## Appendix: Cost and accuracy of the meron-cluster algorithm

### Model and sector decomposition

Spinless staggered fermions on a cubic lattice of $V=L^3$ sites have $H=\sum_{x,i}h_{x,i}$ with

$$h_{x,i}=-\tfrac t2\eta_{x,i}(c^\dagger_xc_{x+\hat i}+\text{h.c.})+U(n_x-\tfrac12)(n_{x+\hat i}-\tfrac12),$$

$\eta_{x,1}=1$, $\eta_{x,2}=(-1)^{x_1}$, $\eta_{x,3}=(-1)^{x_1+x_2}$, $k_B=1$. The order parameter $\Phi=\sum_x(-1)^{x_1+x_2+x_3}(n_x-\frac12)$ breaks a $Z_2$ symmetry, with a thermal transition expected in the 3D Ising class. We set $U=t$. Then $h-t/4$ vanishes on states 00 and 11, and its four elements among 01 and 10 have modulus $t/2$. Expanding $e^{-\beta H}$ places breakups of weight $\frac t2d\tau$ on bonds. They join world-line segments into loops, and the sign-free partition function $Z_b$ counts a factor 2 per loop.

The solution of Chandrasekharan and Wiese (1999) needs three properties: loops flip independently with equal weight, the sign factorises over loops, and flips always reach a positive reference state, here the static checkerboard. With $\sigma_C=\pm1$ relative to that state, $s=\prod_{\rm merons}\sigma_C$ and $\Phi=\sum_C\sigma_C\Phi_C$ with $\Phi_C\ge0$. A product of $\sigma$'s survives the flip average only if each appears an even number of times, so for $M$ merons

$$\bar s=\delta_{M,0},\qquad\overline{s\Phi^2}=\delta_{M,0}Y_0+\delta_{M,2}Y_2,\qquad Y_0=\sum_C\Phi_C^2,\quad Y_2=2\Phi_{C_1}\Phi_{C_2}.$$

Hence $\langle s\rangle=P_0=Z_f/Z_b=e^{-\beta V\Delta f}$, and

$$A\equiv\langle\Phi^2\rangle_f=E_0[Y_0]+R\,m_2,\qquad R=P_2/P_0,\quad m_2=E_2[Y_2],$$

with $E_M$ the mean in sector $M$. For the structure factor $S=A/V$, $\Phi_C$ is half the number of sites of $C$ on one time slice. For the susceptibility $\chi=A/\beta V$ it is half the space-time length $|C|$. Positivity gives $R\le2\beta V\chi/E_2[|C_1||C_2|]$. At fixed meron lengths this bound grows as $V$ above $T_c$, as $L^{3+\gamma/\nu}$ at $T_c$ and as $V^2$ below.

### Scaling of the methods

For $N$ independent configurations the mean-square relative deviation from $A$ is $\epsilon^2=b^2+\sigma^2/N$. A ratio $\sum X/\sum D$ has $\sigma^2=E[(X-AD)^2]/(A\,E[D])^2$. Define $a_0=E_0[(Y_0-A)^2]$ and $a_2=E_2[Y_2^2]$.

**Unconstrained reweighting.** The plain estimator (P) and the flip-averaged one (B) have $b=0$ and

$$\sigma_P^2=\frac{\langle(\Phi^2-A)^2\rangle_b}{A^2P_0^2},\qquad\sigma_B^2=\frac{P_0a_0+P_2a_2}{A^2P_0^2}=\frac{a_0+Ra_2}{A^2P_0}.$$

Averaging over flips halves the exponent at no extra order of work.

**Meron algorithm (M).** Updates to $M>2$ are rejected and sector 2 is weighted by $w$. Sector 0 has probability $q_0=1/(1+wR)$, with $X=\delta_{M,0}Y_0+\delta_{M,2}Y_2/w$ and $D=\delta_{M,0}$. Then $A^2\sigma_M^2=(1+wR)(a_0+Ra_2/w)$, which is minimal at

$$w^*=\sqrt{a_2/a_0},\qquad\sigma_M=(\sqrt{a_0}+R\sqrt{a_2})/A.$$

With $f=Rm_2/A\le1$ this is $\sigma_M=[\mathrm{Var}_0(Y_0)/A^2+f^2]^{1/2}+f\sqrt{a_2}/m_2$, bounded while the relative widths of $Y_0$ and $Y_2$ are bounded.

**Dropped sign (Q).** Averaging $\sum_C\Phi_C^2$ over $Z_b$ has no factor $1/P_0$, but its bias $b=\langle\Phi^2\rangle_b/A-1$ does not fall with $N$.

**Work and memory.** A sweep visits $\bar n\propto\beta V$ breakups, and all methods store $O(\bar n)$ records, against $2^V$ amplitudes per vector in exact diagonalisation. M must also retrace the loops touched by each update to recount merons. This multiplies the work by $c$, the number of segments retraced, which reaches $O(\beta V)$ for the large loops of the ordered phase unless loops are stored in balanced trees, where it is $O(\log\beta V)$. The work is $cN\bar n$, growing as $e^{2\beta V\Delta f}$ for P, $e^{\beta V\Delta f}$ for B and a power of $\beta V$ for M, times an autocorrelation time.

### Solvable limit

Keep only the bonds of $K=V/4$ disjoint $xy$ faces, each a four-site ring with $\prod\eta=-1$. Let $u=\beta t$, drop the constant $t/4$ per bond, and let $\phi=n_1-n_2+n_3-n_4$. After a Jordan–Wigner transformation around the ring, a hop across the closing bond carries $(-1)^{N_p}$ for $N_p$ particles. For $N_p=1,3$ the levels of $-H/t$ are $1+\cos k$, with $k=0,\pm\frac\pi2,\pi$ without sign and $k=\pm\frac\pi4,\pm\frac{3\pi}4$ for fermions. For $N_p=2$ they are $3,2,1,1,1,0$ in both cases, and the states $\phi=\pm2$ make up $\frac23$, $1$ and $\frac13$ of levels 3, 2 and 0. Empty and full rings have level 0. Thus

$$z_b=e^{3u}+3e^{2u}+7e^u+5,\qquad z_f=e^{3u}+e^{2u}+3e^u+3+8e^u\cosh\tfrac u{\sqrt2},$$

$$\alpha=\langle\phi^2\rangle_f=\Big[4\big(\tfrac23e^{3u}+e^{2u}+\tfrac13\big)+8e^u\cosh\tfrac u{\sqrt2}\Big]\Big/z_f .$$

At $u=3$, $z_b=9458.97$, $z_f=9249.63$, $p_0=z_f/z_b=0.97787$, $\Delta f=1.865\times10^{-3}\,t$, $\alpha=2.58423$, and the model's exact answer is $S=\alpha/4=0.64606$ for every $L$. Replacing $8e^u\cosh(u/\sqrt2)$ by $2(e^u+1)^2$ and $z_f$ by $z_b$ gives $\alpha_b=2.54916$, and with 16 in place of the factor 4, $\langle\phi^4\rangle_b=9.9146$. The bias of Q is $b=-1.357\,\%$.

Loops on the ring's space-time torus do not cross. With at least one breakup, either none or two wind in time. Flipping one of the two changes $N_p$ by one and the net number of closing-bond hops by its spatial winding $a$, so both are merons when $a$ is odd. Two time-winding loops survive when successive breakups, cyclically in $\tau$, sit on the same bond (a closed loop, factor 2) or a neighbouring bond (factor 1). This walk on four bonds has eigenvalues $\mu_k=2+2\cos k$ and winds $-a$ times. With $G_k=(e^{u\mu_k/2}-1)/\mu_k$, the closing step across the slice gives $T_a=8\sum_kG_k$ (same bond) and $T_b=8\sum_k\cos k\,G_k$ (neighbour). Periodic $k$ give even plus odd $a$, antiperiodic $k$ even minus odd. The remaining classes follow by matching the $N_p=2$ weights of $\phi=0$ and $\phi=\pm2$: $D_2=\frac23e^{3u}-e^{2u}+2e^u-\frac53-2u$ and $F_4=\frac13e^{3u}-3e^u+\frac83+2u$.

| Class | sites per loop on slice | weight, $M=0$ | $\sum\Phi_C^2$ | weight, $M=2$ | $Y_2$ |
|---|---|---|---|---|---|
| no breakup | 1,1,1,1 | 16 | 1 | – | – |
| $T_a$ | 2,1,1 | 894.26 | 3/2 | 75.28 | 1/2 |
| $T_b$ | 3,1 | 658.79 | 5/2 | 134.06 | 3/2 |
| $D_2$ | 2,2 | 5031.13 | 2 | – | – |
| $F_4$ | 4 | 2649.44 | 4 | – | – |

Per ring, $r=(1-p_0)/p_0=0.022633$, the zero-meron mean and variance are $m_0=2.55842$ and $v_0=0.8776$, $m_2=1.1404$, $a_2=1.5308$, and the variance over all classes is $v_b=0.8671$. The sum $m_0+rm_2$, with $rm_2=0.02581$, returns $\alpha$. For $K$ rings $P_0=p_0^K$, $R=Kr$, $A=K\alpha$, $a_0=Kv_0+(Krm_2)^2$, $\sigma_Q^2=v_b/K\alpha^2$ and $\langle\Phi^4\rangle_b=K\langle\phi^4\rangle_b+3K(K-1)\alpha_b^2$.

| $L$ | $K$ | $P_0$ | $R$ | $w^*$ | $\sigma_P^2$ | $\sigma_B^2$ | $\sigma_M^2$ | $\sigma_Q^2$ |
|---|---|---|---|---|---|---|---|---|
| 4 | 16 | 0.699 | 0.362 | 0.328 | 3.80 | $1.24\times10^{-2}$ | $1.04\times10^{-2}$ | $8.11\times10^{-3}$ |
| 8 | 128 | 0.0570 | 2.90 | 0.111 | 596 | $2.05\times10^{-2}$ | $1.97\times10^{-3}$ | $1.01\times10^{-3}$ |
| 12 | 432 | $6.33\times10^{-5}$ | 9.78 | 0.0551 | $4.86\times10^{8}$ | 6.58 | $9.57\times10^{-4}$ | $3.01\times10^{-4}$ |

As $K\to\infty$, $\sigma_M^2\to r^2(m_2+\sqrt{a_2})^2/\alpha^2=4.34\times10^{-4}$. Leaving $w=1$ raises $\sigma_M^2$ 4.7-fold at $L=12$. P costs as much per sweep as B and is never preferred.

### Choice

A ring holds $n_p=u\,\partial_u\ln z_b=8.522$ breakups on average (8.538 in the zero-meron sector, a difference we neglect) and $2n_p=17.04$ segments. Three conventions are assumed: M is charged $c=17$ and the others $c=1$; one sweep yields one independent configuration; and at least 100 configurations must enter the denominator ($NP_0$, $Nq_0$ or $N\ge100$). The ratio bias is then of order $f/100$ with $f=0.00999$, well below both targets. Work $cN$ is counted in sweeps of $Kn_p=136$, $1091$ and $3682$ breakup visits.

| $L$ | B, 2 % | M, 2 % | Q, 2 % | B, 0.1 % | M, 0.1 % |
|---|---|---|---|---|---|
| 4 | 143 | $1.90\times10^3$ | 100 | $1.24\times10^4$ | $1.77\times10^5$ |
| 8 | $1.75\times10^3$ | $2.25\times10^3$ | 100 | $2.05\times10^4$ | $3.35\times10^4$ |
| 12 | $1.58\times10^6$ | $2.62\times10^3$ | 100 | $6.58\times10^6$ | $1.63\times10^4$ |

At $\epsilon=2\,\%$ every entry is set by the floor and Q is cheapest, though at $L=4$ the unbiased B costs little more. At $\epsilon=0.1\,\%$ the bias excludes Q. B is cheaper than M by a factor 14 at $L=4$ and by 1.6 at $L=8$, where a modest change of $c$ reverses the order. M is cheaper by about 404 at $L=12$. The condition $\sigma_B^2=c\,\sigma_M^2$ puts the crossover at $K\approx152$, and it moves only logarithmically with $c$.

For a budget of $W$ breakup visits, $\epsilon=(b^2+\sigma^2cKn_p/W)^{1/2}$ where the floor is met. A budget of $10^6$ buys 917 sweeps at $L=8$ and 272 at $L=12$, below the floors of B and M.

| $L$ | $W=10^6$: B / M / Q (%) | best | $W=10^8$: B / M / Q (%) | best |
|---|---|---|---|---|
| 4 | 0.13 / 0.49 / 1.36 | B | 0.013 / 0.049 / 1.36 | B |
| 8 | – / – / 1.36 | Q | 0.047 / 0.060 / 1.36 | B, narrowly |
| 12 | – / – / 1.36 | Q | – / 0.077 / 1.36 | M |

These numbers belong to the decoupled limit, which has no transition. On the coupled lattice the variance formulas hold unchanged, while $\Delta f$, $c$ and the autocorrelation times must be determined there. Q fails qualitatively near $T_c$: at $U=t$, $Z_b$ is the Heisenberg antiferromagnet, whose ordering breaks O(3) rather than $Z_2$. Finite-size scaling of the transition therefore chooses between B and M, and M wins once $e^{\beta V\Delta f}$ exceeds $c\,(\sqrt{a_0}+R\sqrt{a_2})^2/(a_0+Ra_2)$ at equal autocorrelation times.